Yttrium and scandium stand in the same group and bring three valence electrons each. The table follows both as fcc metals, calculated with a meta-GGA density functional, while the volume is squeezed and stretched. The volume scale is the volume relative to the relaxed cell, and a negative pressure is a tension.

Fcc Y and Sc (33.18 and 25.12 Å³ per atom at scale 1), calculated with Ansatz 0.2.0: m-r2SCAN, scalar-relativistic plane-wave PAW, cutoff 500 eV, k meshes 17×17×17 (Y) and 19×19×19 (Sc), ferromagnetic start. Energies are for zero smearing, relative to scale 1; pressures are for Fermi-Dirac smearing of 0.05 eV and positive in compression.

| volume scale | energy change, Y (meV/atom) | pressure, Y (GPa) | largest site moment, Y (μB) | energy change, Sc (meV/atom) | pressure, Sc (GPa) | largest site moment, Sc (μB) |
| --- | --- | --- | --- | --- | --- | --- |
| 0.88 | 65.2 | 5.83 | 0.00 | 67.2 | 7.90 | 0.00 |
| 0.92 | 27.0 | 3.56 | 0.00 | 28.1 | 4.83 | 0.00 |
| 0.96 | 6.2 | 1.64 | 0.00 | 6.6 | 2.24 | 0.06 |
| 1 | 0.0 | 0.03 | 0.00 | 0.0 | -0.03 | 0.10 |
| 1.04 | 6.0 | -1.34 | 0.00 | 6.7 | -1.97 | 0.00 |
| 1.08 | 22.5 | -2.51 | 0.00 | 24.6 | -3.65 | 0.00 |
| 1.12 | 46.7 | -3.36 | 0.21 | 52.3 | -5.09 | 0.00 |

**(a) At volume scale 0.88, which metal pushes back harder, and which has cost more energy?**

Scandium leads in both, but by very different margins. Its pressure is 7.90 GPa against 5.83 GPa for yttrium, about a third more. The energies, 67.2 and 65.2 meV per atom, differ by only 3 %.

**(b) How can the pressures differ so much when the energies nearly agree?**

Pressure is energy per volume. For a small fractional volume change x, the pressure is roughly Bx and the energy per atom ½BVx², where B is the bulk modulus (the stiffness) and V the volume of one atom. The pressures close to scale 1 give B ≈ 53 GPa for scandium and 37 GPa for yttrium. The yttrium atom, however, takes up 1.32 times the space, so the products BV differ by only 7 %.

Theory makes this plausible. Squeezing raises the kinetic energy of the valence electrons faster than it improves their attraction to the ions. With the same number of valence electrons and similar bonding, the energy cost per atom is similar, and the smaller atom concentrates it in less volume. In a metal with more bonding d electrons the energy itself would change, and size alone would no longer be a guide.

**(c) Is stretching as costly as squeezing?**

At 8 % it is cheaper in both metals: yttrium needs 27.0 meV for compression and 22.5 meV for expansion. Repulsion steepens as atoms approach, while the restoring forces weaken as they separate.

Scandium at 4 % seems to disagree, with 6.6 meV for compression and 6.7 meV for expansion. Two small slopes are at work. The pressure at scale 1 is slightly negative, so the cell would still shrink a little. And the printed energy, taken at zero smearing, lies above the free energy by half the electronic entropy term; that half is 0.5 meV smaller at 0.96 than at 1.04. Both slopes favour compression roughly in proportion to the strain, whereas the true asymmetry grows with its cube, so at small strain they can hide it together. In the free energy itself, compression by 4 % still costs more than expansion.

**(d) Do the pressures of yttrium add up to its energy?**

The work of compression is the pressure summed over the volume removed. Simpson's rule on the pressures at 0.92, 0.96 and 1 needs no adjustable constant:

(0.04/3) × (3.56 + 4 × 1.64 + 0.03) GPa = 0.135 GPa

Multiplied by 33.18 Å³ and divided by 160.2 GPa per eV/Å³, this is 28.0 meV. The table has 27.0 meV.

The extra 1 meV has a definite origin. The pressure belongs to the free energy at the stated smearing, the printed energy to zero smearing, and the two differ by half the electronic entropy term. That half falls by 1.1 meV on this compression, which closes the gap. The agreement shows that pressures and energies are consistent with each other; it is no test of the functional.

**(e) What would half the smearing width change?**

The entropy term grows roughly with the square of the width, so the gap in (d) should shrink to about a quarter, provided that the magnetic state stays the same. A difference of 1 meV between an energy curve and an integrated pressure can thus be a matter of definition and need not be a sign of error.

**(f) Yttrium gains a moment at 1.12. Does the pressure notice?**

It appears to. A parabola through the three preceding pressures, continued to 1.12, predicts a tension 0.12 GPa stronger than the calculated 3.36 GPa. For scandium, which has no moment in that row, the same continuation is good to 0.02 GPa.

The standard explanation starts from the d bands. As atoms move apart, their d orbitals overlap less, the bands narrow, and more states crowd near the Fermi level. Moving electrons from one spin to the other then costs little band energy, and the gain in exchange can pay for it; this is Stoner's argument. Since the moment is favoured by a larger volume, it pushes the lattice outward and relieves some of the tension. A non-magnetic calculation held at the same volume would measure this push directly.

**(g) Does scandium obey the same rule?**

Not in these runs. It has small moments at 0.96 and 1 but loses them on further expansion, although its entropy term, a rough gauge of the states near the Fermi level, keeps rising. All runs started ferromagnetic, but no stability check was made on the solutions they reached. Perhaps those at larger volume settled in a non-magnetic solution above a magnetic one. Or the moment really vanishes there, and the entropy term is too rough a gauge to show why. Runs from several different starting moments would help to decide.

SCAN and its close relatives, of which m-r2SCAN is one, tend to exaggerate magnetism in metals. The real metals, which are hcp rather than fcc under ordinary conditions, are both paramagnetic. The stiffness and the near-equal energies are therefore the safer results, the moments the least safe. The printed output below lists the ratios and differences used here.

Output of the analysis:

```
bulk modulus of Y from the pressures at 0.96 and 1.04 (GPa): 37.25
bulk modulus of Sc from the pressures at 0.96 and 1.04 (GPa): 52.62
ratio of bulk moduli, Sc to Y: 1.413
ratio of atomic volumes, Y to Sc: 1.321
ratio of bulk modulus times volume, Sc to Y: 1.07
ratio of pressures at 0.88, Sc to Y: 1.355
ratio of energies at 0.88, Sc to Y: 1.031
energy at 0.92 over energy at 1.08, Y: 1.2
energy at 0.92 over energy at 1.08, Sc: 1.142
work of compression from 1 to 0.92 from the pressures, Y (meV/atom): 28.03
work of compression from 1 to 0.92 from the pressures, Sc (meV/atom): 28.77
that work less the printed energy, Y (meV/atom): 1.027
that work less the printed energy, Sc (meV/atom): 0.6651
half the fall of the entropy term from 1 to 0.92, Y (meV/atom): 1.085
half the fall of the entropy term from 1 to 0.92, Sc (meV/atom): 0.591
pressure at 1.12 above the parabola through 1 and 1.04 and 1.08, Y (GPa): 0.12
pressure at 1.12 above the parabola through 1 and 1.04 and 1.08, Sc (GPa): -0.02
volume offset that the pressure at scale 1 stands for, Y (percent): 0.08054
volume offset that the pressure at scale 1 stands for, Sc (percent): -0.05701
entropy terms and energy difference:
   row  entropy term Y (meV)  entropy term Sc (meV)  energy Sc less Y (meV)
  0.88                 10.67                  13.54                       2
  0.92                 11.62                  14.67                     1.1
  0.96                 12.73                  15.49                     0.4
   1.0                 13.79                  15.86                       0
  1.04                 14.68                   16.5                     0.7
  1.08                 15.58                  16.77                     2.1
  1.12                 15.55                  17.08                     5.6
```
